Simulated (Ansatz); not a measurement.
**Abstraction of H: Al(CH3)2F + CH6GeN → Al(CH2)(CH3)F + CH7GeN**

Species: Al(CH3)2F, singlet; CH6GeN `C[N][GeH3]`, doublet; Al(CH2)(CH3)F, doublet; CH7GeN `C[NH][GeH3]`, singlet. A radical takes H: the energy is the difference in strength between the C–H bond broken and the N–H bond made.

Shapes, held fixed at every level: PBE0-D4/def2-TZVP. Flexible molecules stand in one conformer, not always the lowest. Programs: Ansatz 0.2.0. Electronic energies: no zero-point or thermal term.

```
               level                    kind  ΔE (kJ/mol)  less CCSD(T)/def2-TZVPP
        MP2/def2-SVP     perturbation theory        -28.1                    -14.1
      MP2/def2-TZVPP     perturbation theory        -28.6                    -14.6
r2SCAN-D4/def2-TZVPP                meta-GGA         -2.8                    +11.2
 BHLYP-D4/def2-TZVPP           global hybrid         -8.0                     +6.0
  PBE0-D4/def2-TZVPP           global hybrid         -5.0                     +9.0
  wB97M-V/def2-TZVPP  range-separated hybrid         -8.5                     +5.5
       CCSD/def2-SVP   coupled cluster or CI        -16.2                     -2.2
  CCSD(T)/def2-TZVPP   coupled cluster or CI        -14.0                      0.0
```

The highest level, CCSD(T)/def2-TZVPP, gives ΔE = -14.0 kJ/mol; the levels span -28.6 to -2.8. The column of differences is taken from that level and isn't an error. No measured value is set beside it here. Open shells run unrestricted. Relativity is left out for Ge. Outer-core shells of Ge are correlated in most correlated rows, in sets that cover them unevenly.

Every level makes hydrogen transfer from carbon to nitrogen exothermic, so the N–H bond formed is stronger than the C–H bond broken, but only modestly: -14.0 kJ/mol at the highest level. The near balance probably reflects how each radical is stabilised. In the aluminium-bound CH2 radical, the unpaired electron can delocalise into the formally empty p orbital on Al, which weakens the C–H bond. In the aminyl radical it sits in a nitrogen p orbital, stabilised by hyperconjugation with the methyl group and probably less so by the germyl group.

The direction is therefore better supported than the size. The density functionals all give a weaker driving force than CCSD(T), while MP2 roughly doubles it. MP2 hardly changes between the two basis sets, which suggests that its excess comes mainly from its treatment of correlation in the radicals. A favourable reaction energy doesn't establish fast abstraction, since no barrier is given, and coordination of nitrogen to the Lewis-acidic aluminium could compete.
